\textbf{Question.} I work on rapidly rotating Na-23 gases and am trying to follow the Pasquier--Haldane--Read theory of bosons at filling $\nu=1$. The Hamiltonian projected to the lowest Landau level has no kinetic energy. Where do fermions with a Fermi surface and a mass come from, why is $F_1=-1$, and how does a gauge field appear when no flux was ever attached?

\textbf{Answer.} The Hilbert space is enlarged by one vortex coordinate per boson and cut back by a constraint (Pasquier and Haldane 1998). The mass is an exchange effect, and the symmetry behind the constraint forces $F_1=-1$ and a soft transverse mode (Read 1998).

\textbf{1. Premises and conventions}

Atoms of mass $M$ occupy the axial ground state of a trap rotating at $\Omega\hat z$, with the centrifugal force cancelling the radial confinement. The one-body Hamiltonian is $\boldsymbol\pi^2/2M$ with $\boldsymbol\pi=\mathbf p-M\Omega\,\hat z\times\mathbf r$. The level spacing is $2\hbar\Omega$ and $\ell^2=\hbar/2M\Omega$. The guiding centre $\mathbf R=(x+\pi_y/2M\Omega,\;y-\pi_x/2M\Omega)$ obeys $[R_x,R_y]=-i\ell^2$. Write $\mathbf q\wedge\mathbf p=q_xp_y-q_yp_x$ and $T_{\mathbf q}=e^{-i\mathbf q\cdot\mathbf R}$. The commutator of the exponents is the number $i\ell^2\mathbf q\wedge\mathbf p$, so
\begin{equation}
T_{\mathbf q}T_{\mathbf p}=e^{i\ell^2\mathbf q\wedge\mathbf p/2}\,T_{\mathbf q+\mathbf p}.\tag{1}
\end{equation}
On a torus of area $A=2\pi\ell^2N$ the level has $N$ orbitals. The $T_{\mathbf q}$ are $N\times N$ matrices, $N^2$ of them independent, with $\mathrm{Tr}\,T_{\mathbf q}=N\delta_{\mathbf q,0}$ and one $\mathbf q$ per area $(2\pi)^2/A$. There are $N$ bosons, so $\bar n=1/2\pi\ell^2$. Projection replaces $e^{-i\mathbf q\cdot\mathbf r}$ by $e^{-q^2\ell^2/4}T_{\mathbf q}$, so a pair potential $V(q)$ enters as $U(q)=V(q)e^{-q^2\ell^2/2}$. The temperature is zero.

\textbf{2. Fermions with two indices}

Take $N^2$ fermion modes, $\{c_{mn},c^\dagger_{n'm'}\}=\delta_{mm'}\delta_{nn'}$, where $n$ labels the boson orbital and $m$ a vortex orbital. A one-fermion state $\sum\psi_{nm}c^\dagger_{nm}|0\rangle$ is a matrix $\psi$. For any matrix $B$ define
\begin{equation}
L(B)=\sum B_{nn'}c^\dagger_{nm}c_{mn'},\qquad R(B)=\sum B_{m'm}c^\dagger_{nm}c_{m'n}.\tag{2}
\end{equation}
$L(B)$ sends $\psi\to B\psi$ and $R(B)$ sends $\psi\to\psi B$. Bilinears inherit the commutators of their one-body maps. Left multiplication keeps the order of a product, right multiplication reverses it, and the two commute by associativity. With $\rho^L_{\mathbf q}=L(T_{\mathbf q})$, $\rho^R_{\mathbf q}=R(T_{\mathbf q})$ and (1),
\begin{equation}
[\rho^{L,R}_{\mathbf q},\rho^{L,R}_{\mathbf p}]=\pm2i\sin\!\big(\tfrac12\ell^2\mathbf q\wedge\mathbf p\big)\rho^{L,R}_{\mathbf q+\mathbf p},\qquad[\rho^L_{\mathbf q},\rho^R_{\mathbf p}]=0.\tag{3}
\end{equation}
These are two Girvin--MacDonald--Platzman algebras of opposite sign, as for opposite charges in the same field.

Now impose
\begin{equation}
\rho^R_{\mathbf q}|{\rm phys}\rangle=N\delta_{\mathbf q,0}|{\rm phys}\rangle .\tag{4}
\end{equation}
The $\mathbf q=0$ part fixes $N$ fermions. The rest makes the state an $SU(N)$ singlet in its $N$ right indices, and the only such tensor is $\epsilon^{m_1\dots m_N}$:
\begin{equation}
|{\rm phys}\rangle=\sum a_{n_1\dots n_N}\,\epsilon^{m_1\dots m_N}c^\dagger_{n_1m_1}\cdots c^\dagger_{n_Nm_N}|0\rangle.\tag{5}
\end{equation}
Swapping two operators gives $-1$ and $\epsilon$ gives another, so only symmetric $a$ survives. This is exactly the space of $N$ bosons in $N$ orbitals, with $L(B)$ acting as $\sum_iB_i$. The match between $N$ particles and the rank of $\epsilon$ is why the construction needs $\nu=1$. The Hamiltonian
\begin{equation}
H=\frac1{2A}\sum_{\mathbf q}U(q):\!\rho^L_{\mathbf q}\rho^L_{-\mathbf q}\!:\tag{6}
\end{equation}
commutes with every $\rho^R_{\mathbf q}$, since normal ordering only removes $L(T_{\mathbf q}T_{-\mathbf q})=\hat N$.

\textbf{3. Plane waves and the dipole vertex}

The matrices $T_{-\mathbf k}/\sqrt N$ are orthonormal under the trace, so $c^\dagger_{\mathbf k}=N^{-1/2}\sum(T_{-\mathbf k})_{nm}c^\dagger_{nm}$ are canonical. By (1), $T_{\mathbf q}T_{-\mathbf k}=e^{i\ell^2\mathbf k\wedge\mathbf q/2}T_{\mathbf q-\mathbf k}$, and the reverse order has the conjugate phase. A shift $\mathbf k\to\mathbf k+\mathbf q/2$ leaves $\mathbf k\wedge\mathbf q$ unchanged, so with $\mathbf k_\pm=\mathbf k\pm\mathbf q/2$
\begin{equation}
\rho^{L,R}_{\mathbf q}=\sum_{\mathbf k}e^{\pm i\ell^2\mathbf k\wedge\mathbf q/2}c^\dagger_{\mathbf k_-}c_{\mathbf k_+},\qquad
\rho^L_{\mathbf q}-\rho^R_{\mathbf q}=\sum_{\mathbf k}2i\sin\!\big(\tfrac12\ell^2\mathbf k\wedge\mathbf q\big)c^\dagger_{\mathbf k_-}c_{\mathbf k_+}.\tag{7}
\end{equation}
On physical states the second operator equals the boson density for $\mathbf q\ne0$. The phases place boson and vortex at $\pm\tfrac12\ell^2\mathbf k\times\hat z$ from the fermion position. The fermion is a neutral dipole of moment $\ell^2\mathbf k\times\hat z$, feels no net field and carries a good momentum $\hbar\mathbf k$. At small $q$, with $\mathbf G$ the density of wave vector,
\begin{equation}
\delta\rho=-\ell^2\,\nabla\wedge\mathbf G.\tag{8}
\end{equation}

\textbf{4. Hartree--Fock and $F_1=-1$}

Fill a disc, $\pi k_F^2/(2\pi)^2=\bar n$, so $k_F\ell=\sqrt2$. The determinant has $\langle\rho^R_{\mathbf q}\rangle=0$ for $\mathbf q\neq0$ but is not annihilated by $\rho^R_{\mathbf q}$, so (4) holds on average only. In (6) the term $c^\dagger_{\mathbf k_1-\mathbf p}c^\dagger_{\mathbf k_2+\mathbf p}c_{\mathbf k_2}c_{\mathbf k_1}$ has amplitude $U(p)e^{i\ell^2(\mathbf k_1-\mathbf k_2)\wedge\mathbf p/2}/2A$. Exchange sets $\mathbf p=\mathbf k_1-\mathbf k_2$ and the phase is 1. With $\int_{\mathbf k}=\int d^2k/(2\pi)^2$,
\begin{equation}
\varepsilon_{\mathbf k}=U(0)\bar n-\int_{\mathbf k'}U(\mathbf k-\mathbf k')n_{\mathbf k'},\qquad f_{\mathbf k\mathbf k'}=U(0)-U(\mathbf k-\mathbf k').\tag{9}
\end{equation}
Differentiate, move the gradient to $\mathbf k'$ and integrate by parts:
\begin{equation}
\nabla\varepsilon_{\mathbf k}=-\int_{\mathbf k'}U(\mathbf k-\mathbf k')\nabla'n_{\mathbf k'}.\tag{10}
\end{equation}
Since $\nabla n=-\hat{\mathbf k}\,\delta(k-k_F)$, this gives $\varepsilon'(k_F)=k_Fu_1/2\pi$, where $u_l=\int\frac{d\theta}{2\pi}U(2k_F\sin\frac\theta2)\cos l\theta$. Define $\varepsilon'(k_F)=\hbar v_F=\hbar^2k_F/m^*$ and $N_0=m^*/2\pi\hbar^2$, and adopt the convention $N_0f=F_0+2\sum_{l\ge1}F_l\cos l\theta$. Then
\begin{equation}
\frac{\hbar^2}{m^*}=\frac{u_1}{2\pi},\qquad N_0=\frac1{u_1},\qquad F_l=-\frac{u_l}{u_1}\;(l\ge1),\qquad F_1=-1.\tag{11}
\end{equation}
This holds for any $U$ with $u_1>0$. The energy depends only on differences $\mathbf k-\mathbf k'$, so a rigid shift of the sea is free. It is the relation $1/m=(1+F_1)/m^*$ with $1/m=0$. Without the factor 2 in the convention the value would read $-2$.

For a contact interaction $V=g$, $U=ge^{-2(1-\cos\theta)}$ on the Fermi circle and $u_l=ge^{-2}I_l(2)$, with $I_l$ the modified Bessel function. So $u_1=0.2153\,g$, $F_2=-0.433$, $F_3=-0.134$, and $1+F_l>0$ for all $l\geq2$.

\textbf{5. Conserving response and the constraint}

Perturb with $\sum_{\mathbf k}\phi^{\rm ext}_{\mathbf k}c^\dagger_{\mathbf k_+}c_{\mathbf k_-}e^{-i\omega t}$ and let $\nu_{\mathbf k}=\delta\langle c^\dagger_{\mathbf k_-}c_{\mathbf k_+}\rangle$. Time-dependent Hartree--Fock varies the mean field of (6), which sums bubbles and ladders. The exchange contraction has $\mathbf p=\mathbf k-\mathbf k'$ and $\mathbf k_1-\mathbf k_2=\mathbf p-\mathbf q$, hence the phase $e^{i\ell^2(\mathbf k-\mathbf k')\wedge\mathbf q/2}$. It is removed by multiplying $\nu_{\mathbf k}$ and the field $\phi_{\mathbf k}$ by $e^{-i\ell^2\mathbf k\wedge\mathbf q/2}$, marked by a tilde:
\begin{equation}
(\hbar\omega-\Delta\varepsilon_{\mathbf k})\tilde\nu_{\mathbf k}=\Delta n_{\mathbf k}\tilde\phi_{\mathbf k},\qquad
\tilde\phi_{\mathbf k}=\Phi\,e^{-i\ell^2\mathbf k\wedge\mathbf q}-\int_{\mathbf k'}U(\mathbf k-\mathbf k')\tilde\nu_{\mathbf k'}.\tag{12}
\end{equation}
Here $\Delta n=n_{\mathbf k_-}-n_{\mathbf k_+}$ and $\Delta\varepsilon=\varepsilon_{\mathbf k_+}-\varepsilon_{\mathbf k_-}$. The source is $\phi_0\rho^L_{-\mathbf q}$ and $\Phi=\phi_0+U(q)\delta\rho$ includes the Hartree field. The densities are $\delta\rho=\int e^{i\ell^2\mathbf k\wedge\mathbf q}\tilde\nu$ and $\delta\rho^R=\int\tilde\nu$. Two identities hold at every $\mathbf q$:
\begin{equation}
\int_{\mathbf k'}U(\mathbf k-\mathbf k')\Delta n_{\mathbf k'}=\Delta\varepsilon_{\mathbf k},\qquad\int_{\mathbf k}\Delta n_{\mathbf k}\,w(\mathbf k\wedge\mathbf q)=0 .\tag{13}
\end{equation}
The first is (9) with shifted variables. The second holds for any function $w$, by shifting $\mathbf k$ along $\mathbf q$.

Integrate the first of (12) over $\mathbf k$. The exchange term cancels $-\int\Delta\varepsilon\,\tilde\nu$ by the first identity and the source drops by the second, so $\omega\,\delta\rho^R=0$. Conversely a source coupled to $\rho^R_{-\mathbf q}$ has tilde vertex 1 and is solved by $\tilde\nu=\Delta n/\hbar\omega$, as substitution shows. It is a pure gauge motion and induces neither $\delta\rho$ nor $\delta\rho^R$. The approximation therefore respects (4) in linear response, and 1 may be subtracted from both vertices, which reproduces the sine vertex of (7).

\textbf{6. The ladder at small $q$ and $\omega$}

Take $\mathbf q=q\hat x$, so $\mathbf k\wedge\mathbf q=-qk_y$, and let $\lambda=\ell^2qk_F$, $s=\omega/v_Fq$. The source vertex is $e^{i\ell^2qk_y}-1\simeq i\ell^2qk_y$, odd in $k_y$. Its even part is $O(\lambda^2)$ and contains only even harmonics. In that sector the $l=0$ moment vanishes and the $l=1$ moment feeds the others through $1+F_1=0$, so it adds only $O(\lambda^4N_0)$ to the response.

Write $\tilde\nu=-D\tilde\phi$ with $D=\Delta n/(\Delta\varepsilon-\hbar\omega)$, let $D_0=-\partial n/\partial\varepsilon$ and $\eta_{\mathbf k}=\partial\varepsilon/\partial k_y$. The ladder equation is $\tilde\phi=\tilde\phi^{\rm ext}+UD\tilde\phi$, and (10) reads $\eta=UD_0\eta$. Multiply by $D_0\eta$ and integrate, using that $U$ is symmetric:
\begin{equation}
\int_{\mathbf k}\eta\,(D_0-D)\,\tilde\phi=\int_{\mathbf k}D_0\,\eta\,\tilde\phi^{\rm ext}.\tag{14}
\end{equation}
On odd harmonics $1-UD_0$ has eigenvalues $1+F_l$, and only $l=1$ vanishes. Hence $\tilde\phi\simeq C\eta$ with $C$ large, $C=\int D_0\eta\tilde\phi^{\rm ext}/\Pi$ and $\Pi=\int\eta^2(D_0-D)$.

\emph{Dynamic part.} As $q\to0$, $D_0-D=D_0\,s/(s-\cos\theta)$. The average of $\sin^2\theta/(s-\cos\theta)$ is $s-\sqrt{s^2-1}$, which tends to $-i$ for $s\to0+i0$. Then $\Pi=N_0(\hbar v_F)^2(-is)=-i\hbar\omega k_F/2\pi q$, independent of $m^*$.

\emph{Static part.} At $\omega=0$, $D=-\frac12\int_{-1}^1d\tau\,n'(\varepsilon+\tau a+b)$ to order $q^2$, with primes on $n$ meaning $\partial/\partial\varepsilon$, $a=q\varepsilon_x/2$, $b=q^2\varepsilon_{xx}/8$, and subscripts for $k$ derivatives. Thus $D_0-D=bn''+a^2n'''/6$. Use $\varepsilon_xn'''=\partial_xn''$ and integrate by parts to get $\frac{q^2}{12}\int n''\varepsilon_y(\varepsilon_y\varepsilon_{xx}-\varepsilon_x\varepsilon_{xy})$. Repeat with $\varepsilon_yn''=\partial_yn'$. The third-derivative terms $\varepsilon_y\varepsilon_{xxy}-\varepsilon_x\varepsilon_{xyy}$ cancel under $x\leftrightarrow y$, leaving $\frac{q^2}{12}\int D_0(\varepsilon_{xx}\varepsilon_{yy}-\varepsilon_{xy}^2)$. For an isotropic band the determinant is $\varepsilon'\varepsilon''/k$, and $N_0\varepsilon'/k_F=1/2\pi$. To leading order the two parts add:
\begin{equation}
\Pi(q,\omega)=\frac{\varepsilon''(k_F)}{24\pi}q^2-i\frac{\hbar\omega k_F}{2\pi q}.\tag{15}
\end{equation}

\emph{The gauge field.} The ladder amplitude is $-(1-UD)^{-1}U$. Applying (14) to a column of $U$, with $\int D_0\eta U=\eta_{\mathbf k'}$, gives its singular part $-\eta_{\mathbf k}\eta_{\mathbf k'}/\Pi$. On the Fermi circle $\eta=\hbar v_F\sin\theta$ is the transverse velocity, so this is the exchange of a transverse vector potential whose inverse propagator is the fermions' own current response, a diamagnetic term plus Landau damping. The field can be exhibited directly. The $l=1$ part of $f$ is $-(\hbar^2/m^*\bar n)\mathbf k\cdot\mathbf k'$, and
\begin{equation}
\int_{\mathbf k}\frac{\hbar^2k^2}{2m^*}n_{\mathbf k}-\frac{\hbar^2G^2}{2m^*\bar n}=\min_{\mathbf a}\int_{\mathbf k}\frac{\hbar^2(\mathbf k-\mathbf a)^2}{2m^*}n_{\mathbf k},\qquad\mathbf a=\frac{\mathbf G}{\bar n}.\tag{16}
\end{equation}
So $\mathbf a$ has no Maxwell or Chern--Simons term of its own. Its longitudinal part is the gauge motion of section 5. Its transverse part is physical, since (8) becomes $\nabla\wedge\mathbf a=-2\pi\delta\rho$. One flux quantum per boson emerges from the dipole vertex.

\emph{Density response.} With $\tilde\phi^{\rm ext}=i\ell^2qk_y\Phi$ and $\int D_0\eta k_y=-\int k_y\partial_yn=\bar n$, one has $C=i\ell^2q\bar n\Phi/\Pi$. Then $\delta\rho=\int(-i\ell^2qk_y)(-D_0C\eta)=-(\ell^2\bar nq)^2\Phi/\Pi=-q^2\Phi/4\pi^2\Pi$. Define $\delta\rho=-\chi\phi_0$ and insert $\Phi$:
\begin{equation}
\frac1{\chi(q,\omega)}=U(q)+\frac{\pi}{6}\varepsilon''(k_F)-\frac{2\pi i\hbar k_F\,\omega}{q^3}.\tag{17}
\end{equation}
The bubbles likewise turn $\Pi$ in the gauge propagator into $\Pi+q^2U(q)/4\pi^2$. Although the vertex vanishes as $q$, the soft mode cancels its square and the state is compressible when $\kappa^{-1}=U(0)+\pi\varepsilon''/6$ is positive. Density modulations decay as $e^{-\Gamma t}$ with $\hbar\Gamma=\kappa^{-1}q^3/2\pi k_F$, the form found by Halperin, Lee and Read (1993) with flux attachment.

For contact, (10) gives $\varepsilon'(k)=(gk_F/2\pi)e^{-\ell^2(k^2+k_F^2)/2}I_1(\ell^2kk_F)$. Differentiating with $I_1'(2)=I_0-I_1/2$ and $I_3(2)=3I_1-2I_0$ yields $\varepsilon''(k_F)=-ge^{-2}I_3(2)/2\pi$. The Fermi circle lies just past the inflection of the band, the orbital term is $-0.0024\,g$, slightly paramagnetic, and $\kappa^{-1}=0.9976\,g$ is held positive by the Hartree term.

\emph{First correction in $s$.} For $q\to0$ write $\tilde\nu=\delta(k-k_F)\psi(\theta)/\hbar v_F$, so $(s-\cos\theta)\psi=\cos\theta\,\tilde\phi$. The moments $\psi_l=\langle\psi\sin l\theta\rangle$ obey $s\psi_l=\frac12(x_{l-1}+x_{l+1})$ with $x_0=0$, $x_1=i\lambda\Phi/2$ and $x_l=(1+F_l)\psi_l$ for $l\ge2$. For $s=i\sigma$ the ratios $r_l=ix_l/x_{l-1}$ satisfy $r_l=1/[2\sigma/(1+F_l)+r_{l+1}]$, with tail $r=1-\sigma$ at small $\sigma$. Linearising, $r_2=1-\gamma\sigma$ with $\gamma=1-2\sum_{l\ge2}(-1)^lF_l/(1+F_l)$, which is $2.3$ for contact. As $\delta\rho=-i\lambda N_0\psi_1=-N_0\lambda^2r_2\Phi/4\sigma$, the damping term in (17) is good to relative order $\gamma|s|$.

\textbf{7. Range of validity}

Sections 2 and 3 are exact given the projection, which needs $g\bar n\ll2\hbar\Omega$, a frozen axial motion and filling one. Equation (11) and the Ward identities of section 5 are exact within Hartree--Fock, and $F_1=-1$ reflects a symmetry of (6). The values of $m^*$, $F_{l\ge2}$ and $\varepsilon''$ are mean-field numbers with no small parameter behind them, from a state that obeys (4) only on average. Equation (17) needs $q\ell\ll1$ and $\gamma|s|\ll1$. Feeding the $\omega\sim q^3$ mode back into the self-energy gives, for short-range forces, the singular $\omega^{2/3}$ term known from the Halperin--Lee--Read theory, which Hartree--Fock omits. Pairing is also missed. For $(\mathbf k,-\mathbf k)\to(\mathbf k',-\mathbf k')$ the contact amplitude is $ge^{-\ell^2(k^2+k'^2)/2}e^{\ell^2z\bar z'}$ with $z=k_x+ik_y$, a sum of positive separable terms, so a BCS mean field of (6) gains nothing.

\textbf{8. Illustration for Na-23}

Inputs: $M=22.99$ u, an approximate scattering length $a_s=2.8$ nm, and assumed frequencies $\Omega=2\pi\times90$ Hz and $\omega_z=2\pi\times5$ kHz, with $\nu=1$ assumed. Then $\ell=1.56\times10^3$ nm, $a_z=\sqrt{\hbar/M\omega_z}=297$ nm, $\bar n=6.5\times10^{-8}$ nm$^{-2}$ and $k_F=9.0\times10^{-4}$ nm$^{-1}$. Averaging $4\pi\hbar^2a_s/M$ over the axial Gaussian gives $g=\sqrt{8\pi}\,\hbar^2a_s/Ma_z=8.6\times10^{-8}$ eV nm$^2$, so $g\bar n=5.6\times10^{-15}$ eV, or 65 pK. The level spacing is $7.4\times10^{-13}$ eV, or 8.6 nK, and the ratio $0.0075$ justifies the projection. From (11) the model has $m^*/M=6.2\times10^2$ and $\hbar^2k_F^2/2m^*=0.2153\,g\bar n$, or 14 pK.

Take $q\ell=0.1$, a wavelength of $9.8\times10^4$ nm. Then $\hbar\Gamma=0.9976\,g\bar n(q\ell)^3/\sqrt2$. At the pole $|s|=0.023$, so $\gamma|s|=0.05$, and $1-U(q)/U(0)=0.005$. Both exceed the orbital term $0.0024$, so one figure is supported: $\hbar\Gamma\approx4\times10^{-18}$ eV and $\Gamma\approx6\times10^{-3}$ s$^{-1}$.

These numbers are the model's. As typical knowledge, rotating sodium condensates sit at fillings far above one, where a vortex lattice forms. At $\nu=1$ exact diagonalisation for contact bosons points to the paired Moore--Read state (Cooper, Wilkin and Gunn 2001), with a gap typically a few tenths of $g\bar n$, comparable to the 14 pK Fermi scale. There the model misses in kind: it gives $\chi\to1/0.9976\,g$ and a gapless relaxation, whereas the paired liquid has $\chi\to0$ as $q\to0$. The Fermi sea derived here is the normal state from which the composite fermions pair.